# The vibron band of close-packed N$_2$ from two molecules

Let $|n\rangle$ put molecule $n$ in $v=1$ and all others in $v=0$. In β-N$_2$, idealised as orientationally averaged molecules on an ideal hcp lattice, take $H=E_0-\varepsilon N$ with $\varepsilon>0$, where $N$ links the 12 nearest neighbours at distance $d$. An eigenvalue $\gamma$ of $N$ gives $E=E_0-\varepsilon\gamma$. (Writing the hopping as $-\varepsilon'/2$, common for solid hydrogen, turns $12\varepsilon$ into $6\varepsilon'$.)

## Two-molecule cell

Repeat a cell of molecules A and B with equal amplitudes in all cells. If each molecule has $z_s$ neighbours of its own kind and $z_d$ of the other,
$$N=\begin{pmatrix}z_s&z_d\\z_d&z_s\end{pmatrix},\qquad \gamma=z_s\pm z_d ,$$
with $+$ for the in-phase state $(1,1)$ and $-$ for $(1,-1)$.

**Predict:** what are $z_s,z_d$ for hcp, and for fcc cut into alternating (001) layers?

In hcp, 6 neighbours lie in the layer and $3+3$ in adjacent layers, so $\gamma=12,\,0$. In fcc, 4 lie in the layer and $4+4$ outside, so $\gamma=12,\,-4$.

## Are these the band edges?

For fcc, $E(\mathbf k)=E_0-\varepsilon\sum_{\mathbf R}e^{i\mathbf k\cdot\mathbf R}$. With cube edge $a$ and $c_j=\cos(k_ja/2)$,
$$\gamma=4(c_xc_y+c_yc_z+c_zc_x).$$
This is linear in each $c_j$, so its extremes occur at $c_j=\pm1$: 12 at $\Gamma$ and $-4$ at X. The cell reproduces both edges, $E_0-12\varepsilon$ and $E_0+4\varepsilon$.

**Predict:** is $E_0$ the top of the hcp band?

Let $\theta_i=\mathbf k\cdot\mathbf a_i$ for in-plane vectors at 60°, $s=|1+e^{i\theta_1}+e^{i\theta_2}|\le3$ and $u=|\cos(k_zc/2)|$. The in-layer sum is $s^2-3$ and the interlayer element has modulus $2su$:
$$\gamma_\pm=s^2-3\pm2su=(s\pm u)^2-3-u^2\ge-4 .$$
At $\Gamma$, $s=3$ and $u=1$ return 12 and 0. At M ($\theta_1=\pi$, $\theta_2=k_z=0$), $s=u=1$ gives $\gamma_-=-4$. The hcp band has the fcc edges, with the out-of-phase $k=0$ vibron inside.

## Which state does light reach?

The in-phase state is totally symmetric and Raman active. **Predict:** does the out-of-phase state absorb infrared light?

Not in ideal $P6_3/mmc$. It is unchanged by the threefold axis, which confines a transition dipole to $c$, and by the mirror in a molecular layer, which reverses such a dipole. Inversion exchanges A and B, so the state is odd and Raman inactive too. The gap $12\varepsilon$ becomes a Raman–infrared difference only when broken symmetry lends intensity. If disorder gives uncorrelated induced dipoles, absorption follows the density of states. Its centroid is again $E_0$, because $s^2-3$ averages to zero over the zone.

## Numbers

Take $\varepsilon=0.07$ cm$^{-1}$, chosen so that the width $16\varepsilon=1.1$ cm$^{-1}$ reproduces the typical 1 cm$^{-1}$ Raman doublet of cubic α-N$_2$, whose four-molecule cell folds the X states to $k=0$. Carrying it over to β-N$_2$ is an assumption.

| State | $\gamma$ | $E-E_0$ (cm$^{-1}$) |
|---|---|---|
| in phase, $k=0$ | 12 | $-0.84$ |
| hcp out of phase, $k=0$ | 0 | 0 |
| top (fcc X, hcp M) | $-4$ | $+0.28$ |

The time $\hbar/12\varepsilon\approx6$ ps exceeds typical reorientation times of a picosecond or less, which supports an averaged $\varepsilon$.

**Predict:** which farther neighbours change the $k=0$ gap?

Only those on the other sublattice, each counted twice, as in $2z_d\varepsilon$. They number 6 at $\sqrt2d$ and 12 at $\sqrt3d$. For a coupling falling as $R^{-6}$ these two shells add $2(6/8+12/27)\varepsilon=2.4\varepsilon$, or 20 %, which at fixed $\varepsilon$ moves the model's gap from 0.84 to 1.0 cm$^{-1}$.